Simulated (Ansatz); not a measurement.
**Ligand exchange: C2H7ClSi2 + C5H12 → C2H8Si2 + C5H11Cl**

Species: C2H7ClSi2 `C=C[SiH2][SiH2]Cl`, singlet; C5H12 (pentane) `CCCCC`, singlet; C2H8Si2 `C=C[SiH2][SiH3]`, singlet; C5H11Cl (1-chloropentane) `CCCCCCl`, singlet. The partners trade Cl for H: Si–Cl and C–H bonds give way to Si–H and C–Cl.

Shapes, held fixed at every level: PBE0-D4/def2-TZVP. Flexible molecules stand in one conformer, not always the lowest. Programs: Ansatz 0.2.0. Electronic energies: no zero-point or thermal term.

```
               level                    kind  ΔE (kJ/mol)  less CCSD(T)/CBS estimate
       HF/def2-TZVPP            Hartree–Fock       +148.7                       +3.7
 B3LYP-D4/def2-TZVPP           global hybrid       +144.0                       -1.0
 BHLYP-D4/def2-TZVPP           global hybrid       +149.2                       +4.2
  PBE0-D4/def2-TZVPP           global hybrid       +143.5                       -1.5
  wB97M-V/def2-TZVPP  range-separated hybrid       +145.2                       +0.2
  wB97X-V/def2-TZVPP  range-separated hybrid       +142.3                       -2.7
      MP2/def2-TZVPP     perturbation theory       +147.8                       +2.8
CCSD(T)/CBS estimate   coupled cluster or CI       +145.0                        0.0
```

The highest level, CCSD(T)/CBS estimate, gives ΔE = +145.0 kJ/mol; the levels span +142.3 to +149.2. The column of differences is taken from that level and isn't an error. No measured value is set beside it here. The CBS estimate extrapolates MP2 from def2-TZVPP and def2-QZVPP and adds CCSD(T) − MP2 in the triple-zeta set, cores frozen.

Every level puts the exchange strongly uphill: chlorine prefers silicon and hydrogen prefers carbon. The Si–Cl bond owes its strength largely to the wide electronegativity gap between its atoms, probably helped by donation from chlorine lone pairs into σ* orbitals at silicon. The C–Cl bond that replaces it is less polar and weaker. The hydrogen side adds to the cost, since a strong C–H bond is traded for a weaker Si–H bond.

The spread among levels is small beside the reaction energy, so the direction is secure. Even Hartree–Fock comes within 3.7 kJ/mol of the highest level, which suggests that correlation errors largely cancel when closed-shell molecules exchange single bonds of similar kinds. That closeness doesn't mean correlation is unimportant to the individual bonds, and the near match of wB97M-V for one reaction doesn't establish a general ranking of functionals. The reverse reaction, moving chlorine from carbon to silicon, is correspondingly downhill in electronic energy, but nothing here tells how fast it would run.
